# Susceptibility from field-dependent levels and the Van Vleck formula

## Statement

Consider $n$ identical, independent magnetic centres per unit volume, each with levels $E_i(B)$ in a static field of strength $B$ along a fixed unit vector $\mathbf e$. Let $\beta=1/k_BT$, $Z=\sum_i e^{-\beta E_i}$, $p_i=e^{-\beta E_i}/Z$, $F=-k_BT\ln Z$ (free energy per centre) and $\langle A\rangle=\sum_i p_iA_i$.

**(A) Any field.** With the level moment $m_i=-dE_i/dB$,

$$M=-n\frac{\partial F}{\partial B}=n\langle m\rangle,\tag{1}$$

$$\chi_T=\mu_0 n\left[\frac{\langle m^2\rangle-\langle m\rangle^2}{k_BT}+\left\langle\frac{dm}{dB}\right\rangle\right].\tag{2}$$

**(B) Zero-field limit.** If $E_i=E_i^{(0)}+E_i^{(1)}B+E_i^{(2)}B^2+\dots$ and $M(B=0)=0$,

$$\chi=\mu_0 n\,\frac{\sum_i\left[(E_i^{(1)})^2/k_BT-2E_i^{(2)}\right]e^{-E_i^{(0)}/k_BT}}{\sum_i e^{-E_i^{(0)}/k_BT}}.\tag{3}$$

This is the Van Vleck formula, named after J. H. Van Vleck, whose monograph on susceptibilities appeared in 1932. The first term, the Curie part, comes from the repopulation of levels that carry a moment in zero field. The second, the polarisation part, comes from the moment that the field induces in each level.

**(C) Kramers doublet with one excited doublet** at energy $\Delta$ that has no first-order splitting:

$$\chi=\frac{C}{T\,(1+e^{-\Delta/k_BT})}+\chi_{\rm VV}\tanh\frac{\Delta}{2k_BT},\tag{4}$$

with $C$ and $\chi_{\rm VV}$ given in (11).

## Premises and conventions

1. SI definitions: $B=\mu_0H$ is the field that acts on a centre, $M$ is the component of the magnetisation along $\mathbf e$, and $\chi=\partial M/\partial H=\mu_0\,\partial M/\partial B$ is dimensionless. The field of the other moments is neglected.
2. Each centre is in canonical equilibrium at temperature $T$. Derivatives are taken at fixed $T$ and $n$.
3. The Hamiltonian of a centre is
$$\hat H(B)=\hat H_0-\hat\mu B+\hat DB^2,\qquad \hat\mu=-\mu_B(\mathbf L+g_e\mathbf S)\cdot\mathbf e,\qquad \hat D=\frac{e^2}{8m_e}\sum_k r_{k\perp}^2,\tag{5}$$
with $\mathbf L$, $\mathbf S$ in units of $\hbar$ and $r_{k\perp}$ the distance of electron $k$ from the axis along $\mathbf e$ through the gauge origin, placed at the nucleus. $\hat H_0$ contains the Coulomb, spin–orbit and crystal-field terms.
4. The relevant states span a finite space. A Hermitian matrix that is a polynomial in one real parameter has eigenvalues and orthonormal eigenvectors that can be labelled as analytic functions of that parameter, through crossings as well (Rellich's theorem). This labelling is used, so the series in (B) exists although levels are degenerate at $B=0$.

## Proof of (A)

**Level moment.** For a normalised eigenvector, $E_i=\langle i|\hat H|i\rangle$. The derivatives of the bra and the ket contribute $E_i\,d\langle i|i\rangle/dB=0$, so $dE_i/dB=\langle i|\partial\hat H/\partial B|i\rangle$ (Hellmann–Feynman). Hence $m_i=\langle i|\hat\mu-2\hat DB|i\rangle$ is the expectation value of the moment operator $-\partial\hat H/\partial B$, and the magnetisation of independent centres is $n\langle m\rangle$.

**Magnetisation.** Since $\partial Z/\partial B=\beta\sum_i m_ie^{-\beta E_i}$,
$$-\frac{\partial F}{\partial B}=\frac{k_BT}{Z}\frac{\partial Z}{\partial B}=\sum_i p_im_i,$$
which is (1).

**Susceptibility.** From $\ln p_i=-\beta E_i-\ln Z$ and $\partial\ln Z/\partial B=\beta\langle m\rangle$,
$$\frac{\partial p_i}{\partial B}=\beta p_i\,(m_i-\langle m\rangle).$$
The product rule gives
$$\frac{\partial\langle m\rangle}{\partial B}=\sum_i\beta p_i(m_i-\langle m\rangle)\,m_i+\sum_ip_i\frac{dm_i}{dB},$$
and multiplication by $\mu_0n$ gives (2). Here $\langle m^2\rangle=\sum_ip_im_i^2$ averages the square of the diagonal element. It is not the expectation value of the squared operator; the off-diagonal elements act through $dm_i/dB$.

## Proof of (B)

The series gives $m_i=-E_i^{(1)}-2E_i^{(2)}B-\dots$ and $dm_i/dB=-2E_i^{(2)}-\dots$. Setting $B=0$ in (2), with $\langle\ \rangle_0$ the average over zero-field populations,
$$\chi=\mu_0n\left[\beta\langle(E^{(1)})^2\rangle_0-\beta\langle E^{(1)}\rangle_0^2-2\langle E^{(2)}\rangle_0\right].\tag{6}$$
Terms of third and higher order in $B$ drop out exactly. By (1), $M(0)=-n\langle E^{(1)}\rangle_0$; when this vanishes, (6) is (3).

**When the zero-field moment vanishes.** If $\hat H_0$ commutes with the time-reversal operator $\Theta$, then $\Theta\hat\mu\Theta^{-1}=-\hat\mu$ and $\Theta\hat D\Theta^{-1}=\hat D$ give $\Theta\hat H(B)\Theta^{-1}=\hat H(-B)$. The two spectra coincide, $F$ is even in $B$, and $M(0)=0$. A static exchange field inside $\hat H_0$ breaks this symmetry, and (6) must then be kept whole.

## The coefficients

Write $|i(B)\rangle=|i\rangle+B|i'\rangle+B^2|i''\rangle+\dots$, let $P$ project on all eigenstates of $\hat H_0$ with energy $E_i^{(0)}$, and let $Q=1-P$. The eigenvalue equation at order $B$ is
$$(\hat H_0-E_i^{(0)})|i'\rangle=(\hat\mu+E_i^{(1)})|i\rangle.$$
Applying $P$ annuls the left side, so $P\hat\mu P|i\rangle=-E_i^{(1)}|i\rangle$: the numbers $-E_i^{(1)}$ are the eigenvalues of $\hat\mu$ within the degenerate set. Applying $Q$ gives $Q|i'\rangle=(\hat H_0-E_i^{(0)})^{-1}Q\hat\mu|i\rangle$. At order $B^2$,
$$(\hat H_0-E_i^{(0)})|i''\rangle=(\hat\mu+E_i^{(1)})|i'\rangle+(E_i^{(2)}-\hat D)|i\rangle.$$
Projection on $\langle i|$ annuls the left side, and $\langle i|(\hat\mu+E_i^{(1)})P=0$ removes $P|i'\rangle$. With $\mu_{ji}=\langle j|\hat\mu|i\rangle$,
$$E_i^{(2)}=D_{ii}-{\sum_j}'\frac{|\mu_{ji}|^2}{E_j^{(0)}-E_i^{(0)}},\tag{7}$$
where the prime omits the degenerate set of $i$. All members of a set have the same Boltzmann weight, so (3) needs only the sums of $(E^{(1)})^2$ and of $E^{(2)}$ over each set. These are traces, and any orthonormal basis of the set yields them.

**Pair form.** Insert (7) in (3). In the primed double sum, averaging the summand with its copy under $i\leftrightarrow j$ turns $2p_i$ into $p_i-p_j$:
$$\chi=\mu_0n\left[\sum_{i,j}|\mu_{ij}|^2L_{ij}-2\langle D\rangle_0\right],\quad L_{ij}=\begin{cases}\beta p_i,&E_i^{(0)}=E_j^{(0)}\\[4pt]\dfrac{p_i-p_j}{E_j^{(0)}-E_i^{(0)}},&\text{otherwise.}\end{cases}\tag{8}$$
Three facts follow. Every $L_{ij}$ is positive, so only the $\hat D$ term is diamagnetic; a shift of gauge origin moves weight between that term and the primed sum and leaves the total unchanged. For a gap $\delta=E_j^{(0)}-E_i^{(0)}$, $L_{ij}=p_i(1-e^{-\beta\delta})/\delta\to\beta p_i$ as $\beta\delta\to0$, so a pair split by much less than $k_BT$ follows a Curie law and the two parts join continuously. For $\beta\delta\gg1$, $L_{ij}\to p_i/\delta$, which is independent of temperature once the ground set holds the whole population.

## Proof of (C) for Ce³⁺ on a trigonal site

The ion has one $4f$ electron: $L=3$, $S=\tfrac12$, ground multiplet $J=\tfrac52$, and $g_J=6/7$ for $g_e=2$. Within the multiplet $\hat\mu=-g_J\mu_B\mathbf J\cdot\mathbf e$. A crystal field with a threefold axis $z$ couples only states $|M_J\rangle$ that differ by $0$ or $\pm3$ within this multiplet, and being even under time reversal it cannot couple the Kramers partners $|\pm\tfrac32\rangle$. With $c=\cos\theta$, $s=\sin\theta$ the three doublets are
$$|a_\pm\rangle=c|\pm\tfrac12\rangle\pm s|\mp\tfrac52\rangle,\qquad|\pm\tfrac32\rangle,\qquad|b_\pm\rangle=-s|\pm\tfrac12\rangle\pm c|\mp\tfrac52\rangle.$$
A rotation about $z$ makes the coefficients real, and threefold symmetry makes $\chi$ isotropic in the $xy$ plane, so $\mathbf e=\hat x$ stands for any field normal to the axis. The model takes $a$ as the ground doublet and $|\pm\tfrac32\rangle$ at $\Delta$, and omits $b$ and $\hat D$.

From $J_\pm|M\rangle=\sqrt{35/4-M(M\pm1)}\,|M\pm1\rangle$ and $J_x=(J_++J_-)/2$,
$$J_x|a_\pm\rangle=\tfrac12\left[3c|\mp\tfrac12\rangle+\sqrt8\,c|\pm\tfrac32\rangle\pm\sqrt5\,s|\mp\tfrac32\rangle\right].$$
Within $a$ the matrix of $J_x$ is $p\,\sigma_x$ with $p=3c^2/2$, so $g_\perp=2g_Jp=3g_Jc^2$. Within $|\pm\tfrac32\rangle$ it is zero, since $J_x$ changes $M_J$ by one. The block that links the doublets, with rows $|\pm\tfrac32\rangle$ and columns $a_\pm$, is
$$W=\tfrac12\begin{pmatrix}\sqrt8\,c&-\sqrt5\,s\\ \sqrt5\,s&\sqrt8\,c\end{pmatrix},\qquad W^{T}W=w^2\,\mathbb 1,\qquad w^2=\frac{8c^2+5s^2}{4}.\tag{9}$$
$W/w$ is a rotation, which a change of basis in the upper doublet absorbs. In the eigenbasis of $\sigma_x$ the problem then splits into two matrices $\begin{pmatrix}\pm pb&wb\\ wb&\Delta\end{pmatrix}$ with $b=g_J\mu_BB$, and the exact levels are
$$E=\frac{\Delta\pm pb}{2}-\eta\sqrt{\frac{(\Delta\mp pb)^2}{4}+w^2b^2},\qquad\eta=+1\ (\text{lower}),\ -1\ (\text{upper}).\tag{10}$$
Expansion gives $\pm pb-w^2b^2/\Delta\mp pw^2b^3/\Delta^2+\dots$ for the lower pair and $\Delta+w^2b^2/\Delta+\dots$ for the upper pair, as (7) requires. With $x=e^{-\Delta/k_BT}$, (3) becomes
$$\chi_\perp=\mu_0ng_J^2\mu_B^2\,\frac{2\left[p^2/k_BT+2w^2/\Delta\right]-2x\left[2w^2/\Delta\right]}{2+2x}.$$
Since $(1-x)/(1+x)=\tanh(\Delta/2k_BT)$, this is (4) with
$$C=\frac{\mu_0ng_\perp^2\mu_B^2}{4k_B},\qquad\chi_{\rm VV}=\frac{2\mu_0ng_J^2\mu_B^2w^2}{\Delta}.\tag{11}$$
For $k_BT\gg\Delta$, (4) tends to $\mu_0ng_J^2\mu_B^2(p^2/2+w^2)/k_BT$, where $p^2/2+w^2$ is one quarter of the trace of the squared $4\times4$ matrix of $J_x$: the four states then act as one degenerate set.

## Range of validity

* **Field.** Equations (1) and (2) hold at any field; (3) is the limit $B\to0$. Corrections are even in $B$ and small when $|E^{(1)}B|\ll k_BT$ and each $|\mu_{ij}B|$ is small against the larger of the gap and $k_BT$. For $x\to0$ only the lower pair of (10) counts, and $F=-w^2b^2/\Delta-k_BT\ln\{2\cosh[\beta pb(1-w^2b^2/\Delta^2)]\}$ up to terms of order $b^4/\Delta^3$. Two derivatives show that the Curie part of the differential susceptibility is multiplied by $1-y^2-12(wb/\Delta)^2$, with $y=g_\perp\mu_BB/2k_BT$. The polarisation part changes by a relative amount of order $(b/\Delta)^2$.
* **Independence.** Exchange and dipolar energies must be small against $k_BT$. In the continuum estimate the acting field differs from the applied one by the fraction $(\tfrac13-N_d)\chi$, where $0\le N_d\le1$ is the demagnetising factor; a lattice sum that depends on the structure adds to this.
* **Equilibrium.** The populations must follow the field. If they stay frozen, only $\langle dm/dB\rangle$ survives in (2).
* **Completeness.** Omitted levels matter through (7) even when empty, with weight $|\mu_{ij}|^2/\delta$.
* **Fixed levels.** The $E_i^{(0)}$ are sharp and independent of $T$. Band electrons obey Fermi statistics and lie outside premise 2.

## Illustration: cerium magnesium nitrate, field normal to the trigonal axis

The crystal is Ce₂Mg₃(NO₃)₁₂·24H₂O. The inputs are approximate, typical values:

* hexagonal cell $a\approx1.10$ nm, $c_0\approx3.46$ nm with six Ce; the volume $(\sqrt3/2)a^2c_0=3.63$ nm³ gives $n=1.65$ nm⁻³, carried forward as rounded;
* $\Delta/k_B\approx36$ K, so $\Delta=3.10$ meV; that this doublet is $|\pm\tfrac32\rangle$ is an assumption of the model;
* $g_\perp\approx1.84$. The angle $\theta$ is chosen to reproduce this typical value, so the Curie constant is an input in effect and not a prediction.

Then $c^2=g_\perp/3g_J=0.716$, $w^2=1.79$ and, with $\mu_B=57.88$ μeV/T,
$$E^{(1)}=\pm\tfrac12g_\perp\mu_B=\pm53.3\ \mu\text{eV/T},\qquad|E^{(2)}|=\frac{g_J^2\mu_B^2w^2}{\Delta}=1.42\ \mu\text{eV/T}^2,$$
where $E^{(1)}$ refers to the ground doublet and $E^{(2)}$ is negative there and positive in the upper doublet. With $\mu_0n\mu_B^2/k_B=12.9$ mK, (11) gives
$$C=10.9\ \text{mK},\qquad\chi_{\rm VV}=9.4\times10^{-4},\qquad\chi_{\rm VV}/C=0.086\ \text{K}^{-1},$$
the ratio being independent of $n$. Equation (4) yields, in units of $10^{-3}$:

| $T$ (K) | Curie part | polarisation part | $\chi_\perp$ | polarisation share (%) |
|---|---|---|---|---|
| 1 | 10.9 | 0.94 | 11.9 | 8 |
| 4 | 2.73 | 0.94 | 3.67 | 26 |
| 10 | 1.06 | 0.89 | 1.96 | 46 |
| 20 | 0.47 | 0.67 | 1.14 | 59 |

The two parts are equal at 12 K. At 20 K the upper doublet holds 14 % of the ions. A magnetic thermometer read through a pure Curie law, $T^*=C/\chi_\perp$, would show 3.0 K at 4 K.

**Neglected terms**, to be set against $\chi_{\rm VV}$:

* *Third doublet.* Since $|\mp\tfrac12\rangle=c|a_\mp\rangle-s|b_\mp\rangle$, the squared element of $J_x$ from $a$ to $b$ is $9c^2s^2/4=0.46$, or $0.26\,w^2$. For an illustrative position of 200 K, (8) applied to all six states adds $4\times10^{-5}$ at 1 K (5 % of $\chi_{\rm VV}$) and $6\times10^{-5}$ at 20 K. The low-temperature term scales inversely with that energy.
* *The $J=\tfrac72$ multiplet*, at approximately 0.28 eV. Only $S_x$ in $L_x+2S_x=J_x+S_x$ reaches it. As $S_x^2=\tfrac14$, and $S_x=(g_J-1)J_x=-J_x/7$ within $J=\tfrac52$, the summed squared element is $\tfrac14-\langle J_x^2\rangle/49=0.18$, with $\langle J_x^2\rangle=\tfrac12[35/4-(c^2+25s^2)/4]=3.40$. It adds $1.4\times10^{-6}$.
* *Diamagnetism* of all cores, anions and water, typically about $-1\times10^{-5}$, is 1 % of $\chi_{\rm VV}$.
* *Acting field.* The continuum correction is at most $\tfrac23\chi$, or 0.8 % at 1 K, against a polarisation share of 8 %, and is zero for a sphere. Magnetic order typically sets in near 2 mK, far below the table. Natural cerium has no nuclear spin, so there is no hyperfine structure.
* *Saturation.* At 0.1 T and 1 K, $y^2=3.8\times10^{-3}$ and $12(wb/\Delta)^2=5\times10^{-5}$.

The weakest premise is the pure $J=\tfrac52$ wave function. It gives $|g_\parallel|=g_J|c^2-5s^2|=0.61$, whereas the value typical of this salt is far smaller, a few hundredths, so the model grossly overestimates the Curie part along the axis and must not be used for that direction. No single angle serves both components: $c^2=5/6$ makes $g_\parallel=0$ but $g_\perp=15/7$, which raises $C$ by 36 %. The usual explanation is admixture of $J=\tfrac72$ states by the crystal field, whose sixth-rank terms vanish inside $J=\tfrac52$ but link the two multiplets. Between the two angles $w^2$ moves only from 1.79 to $15/8$, by 5 %, but the admixture also alters the elements of $W$ and is not computed here. The table's digits are therefore those of the four-level model, and its polarisation part carries one significant figure for the crystal at best. Below 5 K, where $x\le7\times10^{-4}$, the model's result is
$$\chi_\perp\approx\frac{1.1\times10^{-2}\ \text{K}}{T}+9\times10^{-4}.$$